Collected or returned: the splitting probability at a Si p-n junction

The model problem

An electron is created by light in the p base of a Si n⁺p diode. It either falls down the junction field to the n side (collected) or diffuses back to the rear contact and recombines there (returned). We want the return probability r for an electron that starts at the edge of the depletion region, and the saturation current that belongs to the same geometry.

Conventions: x increases from the contact (x = a) to the n side (x = b), V(x) is the potential energy of the electron with V = 0 in the neutral base, β = 1/kT, e > 0. The origin x = 0 is the depletion edge on the p side, defined sharply further down, and a = −W. The contact absorbs every electron that reaches it and leaves the bands flat. Injection is low, so the carrier under study does not alter V.

Inputs: T = 300 K, N_A = 10¹⁵ cm⁻³ (fully ionised), N_D = 10¹⁷ cm⁻³, W = 1 μm. The measured static dielectric constant of Si is 11.7 (300 K, as listed by the Ioffe Institute). Typical values taken as given: electron mobility μ ≈ 1350 cm²/(V s), conductivity mass m ≈ 0.26 mₑ, n_i ≈ 1.0×10¹⁰ cm⁻³, bulk lifetime ≈ 10 μs.

Estimate by hand

Inside the depleted layer the bare acceptors bend the band into a parabola, V = −e²N_A x²/(2ε), or βV = −x²/(2L_D²) with the Debye length L_D² = ε(kT/e)/(eN_A). With ε ≈ 1.0×10⁻¹² F/cm, kT/e ≈ 0.026 V and eN_A ≈ 1.6×10⁻⁴ C/cm³, L_D² ≈ 1.6×10⁻¹⁰ cm² and L_D ≈ 0.13 μm.

An electron that has lost much less than kT hardly feels the field, and one that has lost much more rarely climbs back. So treat the band as flat up to the point where the drop equals kT, at ℓ = √2 L_D ≈ 0.18 μm, and put a perfect sink there. An unbiased walker between two absorbing walls reaches each with a probability proportional to its distance from the other wall. Starting W from the contact and ℓ from the sink,

r ≈ ℓ/(W + ℓ) = 0.18/1.18 ≈ 0.15.

For the current, the equilibrium electron density in the base is n_p0 = n_i²/N_A = 1.0×10⁵ cm⁻³ and D = μkT/e ≈ 35 cm²/s. Letting this density fall to zero over W + ℓ gives J₀ ≈ eDn_p0/(W + ℓ) ≈ 4.7 nA/cm².

Careful calculation, step 1: the general result

In the overdamped limit of Kramers (1940) theory the velocity relaxes at once and only position matters. The flux is j = −D e^(−βV) d(e^(βV) n)/dx = −D n′ − βD V′ n, which is the drift-diffusion flux with the Einstein relation D = μkT/e.

Let q(x) be the probability of reaching b before a from a start at x, and take D constant. In a short time Δt the carrier moves by Δx with mean −βDV′Δt and mean square 2DΔt. The walk has no memory, so q(x) equals the average of q(x + Δx). Expanding to second order gives

D q″ − βD V′ q′ = 0, that is (e^(−βV) q′)′ = 0, with q(a) = 0 and q(b) = 1.

Hence q′ is proportional to e^(βV), and

q(x) = ∫_a^x e^(βV) dy / Λ, with Λ = ∫_a^b e^(βV) dy, and r = 1 − q.

D has dropped out: the mobility sets how long the decision takes and has no say in its outcome. If D depends on position, the weight in both integrals becomes e^(βV)/D. The weight is largest where V is highest, so fates are decided on top of the band and not in the strong field. Onsager (1938) used the same reasoning for the escape of a charge from its counter-ion.

High parabolic barrier. For V = V_b − mω_b²(x − x_b)²/2 with a and b many kT below the top, the limits a and b can be sent to ∓∞. Then Λ = e^(βV_b) √(2π/(βmω_b²)) and

q(x) = ½ erfc(−(x − x_b) √(βmω_b²/2)).

In Si such a barrier is a fully depleted p layer between two n regions. There mω_b² = e²N_A/ε, so βmω_b² = 1/L_D², and q rises from 0.16 to 0.84 between x_b − L_D and x_b + L_D.

Equilibrium reactive flux. Take one particle with equilibrium density ρ = e^(−βV)/Z, Z being the integral of e^(−βV) over the whole accessible line, and tag it by the boundary it touched last. The density tagged a is stationary, equals ρ at a and vanishes at b. The function ρ(1 − q) meets all three conditions, since its flux

j = −D e^(−βV) d[(1 − q)/Z]/dx = D e^(−βV) q′/Z = D/(ZΛ)

does not depend on x. This is the number of completed passages from a to b per unit time, balanced in equilibrium by the passages from b to a. If nearly all of Z comes from a harmonic well of frequency ω₀ at V = 0, then Z = √(2π/(βmω₀²)), and with D = kT/(mγ) for friction rate γ the flux is the overdamped Kramers rate ω₀ω_b/(2πγ) e^(−βV_b). For a carrier gas, 1/Z is replaced by the density where V = 0, so the electron saturation current density is J₀ = eDn_p0/Λ.

Step 2: the depletion approximation

Now kT/e = 25.85 mV, ε = 1.036×10⁻¹² F/cm and L_D = 129.3 nm. The built-in drop is ln(N_A N_D/n_i²) = 27.6 in units of kT, so b can be sent to infinity. The band is flat for x < 0 and is one half of the parabolic barrier for x > 0. The flat part contributes W and the half Gaussian √(π/2) L_D = 1.253 L_D = 162.0 nm, so Λ = 1162.0 nm. For x ≥ 0,

r(x) = √(π/2) L_D erfc(x/(√2 L_D))/Λ, and r(0) = 0.139.

Step 3: the self-consistent band edge

The integral is collected within about L_D of the edge, which is where the depletion approximation is weakest. Write u = −βV ≥ 0 and ξ = x/L_D. The holes are in equilibrium, p = N_A e^(−u), and the Poisson equation ε φ″ = e(N_A − p) with φ = ukT/e reads

d²u/dξ² = 1 − e^(−u).

Electrons are left out of the space charge. They match N_A only at u = ln(N_A²/n_i²) = 23.0, where the weight e^(−u) is 10⁻¹⁰. Multiplying by du/dξ and integrating from the neutral region, where u and its slope vanish,

du/dξ = g(u) = √(2(u − 1 + e^(−u))).

Here g is the field in units of kT/(eL_D) = 2.00 kV/cm. Deep in the layer d²u/dξ² → 1, so g grows linearly with ξ. We fix the origin by g − ξ → 0 there. By Gauss's law a sharp edge at x = 0 then holds the same charge as the real smooth one. With this origin g² → 2(u − 1) gives u → 1 + ξ²/2: the same parabola as before, one kT lower.

The weight is e^(βV) = e^(−u) = p/N_A, the hole density itself. So q(x) is the fraction of the base holes that lie between the contact and x, and N_AΛ is the number of holes per area, the Gummel number of device physics. The Poisson equation does the integral, because e^(−u) = 1 − dg/dξ. From ξ to a deep point X,

∫ e^(−u) dξ = (X − ξ) − (g(X) − g(ξ)) → g(ξ) − ξ.

At the contact ξ = −W/L_D = −7.73. There u has decayed exponentially to 2.9×10⁻⁴ and g ≈ u, so Λ = W to better than one part in 10⁴, and

r(x) = (g L_D − x)/W.

Well inside the base g is negligible and r = |x|/W, the result for a perfect sink at x = 0. At the edge r(0) = g₀L_D/W, with g₀ the field there. To find it, write the same integral over u: h(u) = ∫_u^∞ e^(−s)/g(s) ds = g − ξ. The edge ξ = 0 is the root of g(u) = h(u). At u = 0.6 quadrature gives g = 0.5455 and h = 0.5445, so ξ = 0.0010, and one step back along du/dξ = g gives u₀ = 0.599 and g₀ = 0.545. The field at the edge is 1.09 kV/cm, the return length is g₀L_D = 70.5 nm and

r(0) = 0.0705.

Other starting points, labelled by the self-consistent drop u:

u = 0.599: x = 0 nm, r = 0.0705, depletion approximation 0.139
u = 1: x = 75 nm, r = 0.0361, depletion approximation 0.0785
u = 3: x = 259 nm, r = 0.0027, depletion approximation 0.0063

With D = 34.9 cm²/s the equilibrium reactive flux is Dn_p0/W = 3.5×10¹⁰ cm⁻² s⁻¹ and J₀ = 5.6 nA/cm² (electron part only). It scales as n_i², which enters as an approximate input.

Why the two differ

The hand value of r is too large by a factor 2.2. Rounding explains almost none of it: with ℓ = 182.8 nm the hand formula gives 0.155 against 0.153 from the rounded numbers. The rest is three factors, applied in turn to 0.155.

1. Step against Gaussian, factor 0.902. The hand picture keeps the weight at 1 out to √2 L_D = 1.414 L_D and sets it to 0 beyond. The area under exp(−ξ²/2) is 1.253. The step overcounts before the kT point and undercounts after it, and the two nearly cancel. This takes r from 0.155 to 0.139.

2. The band is already falling at the edge, factor 0.435 = 0.545/1.253. Holes spill across x = 0 and leave unscreened acceptors behind, so the field leaks into the base. An electron at x = 0 is 0.599 kT below the top, which cuts the weight there to e^(−u₀) = 0.549. It also sits on a slope rather than on a flat top, which shortens the width of the weight from 1.253 L_D to g₀e^(u₀) L_D = 0.99 L_D, a further factor 0.792. This is the main cause.

3. The denominator, factor 1.162. Both simpler pictures add a length to W. The self-consistent Λ equals W, because the holes that spill to the right of the edge, 0.545 N_A L_D per area, are the ones missing on the left. The depletion potential contradicts itself on this point: put into p = N_A e^(−u), it implies 1.253 N_A L_D extra holes in a layer that was assumed empty, with none removed from the base.

The product is 0.902 × 0.435 × 1.162 = 0.456, the inverse of 2.19. Deeper in the field the depletion value exceeds the self-consistent one by a ratio that tends to exp(1)/1.162 = 2.34, where exp(1) comes from the one kT offset between the two parabolas.

The current is touched only by the denominator, so the hand value 4.7 nA/cm² is low by the factor 1.18 that it put on W. A better rule of thumb follows from q being a hole count: the hole profile is a step smeared over about L_D on each side and is near half height at the edge, so about half of N_A L_D spills over and r(0) ≈ L_D/(2W) = 0.065.

How far to trust 0.0705

The third figure belongs to the model. The neglected terms are these.

Inertia. The momentum relaxation time is τ = μm/e = 0.20 ps, so γ = 1/τ = 5.0×10¹² s⁻¹. The free path is λ = τ√(kT/m) = 26 nm. The curvature gives ω_b = √(kT/m)/L_D = 1.02×10¹² s⁻¹, so ω_b/γ = λ/L_D = 0.20. For a parabolic barrier the Kramers transmission factor √(1 + γ²/4ω_b²) − γ/2ω_b equals (ω_b/γ)(1 − ω_b²/γ² + ...), a correction of 4 %. A start with thermal velocity smears r over λ, a relative change of order λ²r″/r = (λ/L_D)² e^(−u₀) = 0.02 at the edge, since d²h/dξ² = g e^(−u) and h = g there.

Contact. The density extrapolates to zero a distance of order λ behind an absorbing wall, which lengthens W by a fraction of order λ/W = 0.03 and lowers both r and J₀.

Heating. The energy gained per free path is gλ/L_D in units of kT: 0.11 at the edge, 0.18 at u = 1 and 0.41 at u = 3. Changes in μ and in carrier temperature are even in the field and start at the squares, 0.01, 0.03 and 0.17, times factors of order one. Of the return integral, 51 % lies beyond u = 1 and 4 % beyond u = 3, so the effect is a few per cent.

Discrete acceptors. Each gives a screened Coulomb potential u = (ℓ_B/R) e^(−R/L_D) in magnitude at distance R, with ℓ_B = e²/(4πεkT). Random placement gives a variance N_A ∫u² d³R = 2πN_A ℓ_B² L_D = 1/(8πN_A L_D³) = 0.018 in the neutral base, or 0.14 kT rms. Averages shift at the order of the variance.

Bulk recombination. The diffusion length is √(D × 10 μs) = 187 μm and the correction is of order (W/187 μm)² = 3×10⁻⁵.

Together these amount to several per cent, far below the factor 2.2, so we quote r(0) ≈ 0.07 and J₀ between 5 and 6 nA/cm² for these inputs. L_D falls as N_A^(−1/2), so λ/L_D grows with doping. Once it nears 1 the overdamped formulas fail at the junction edge and the velocity has to be kept as a variable.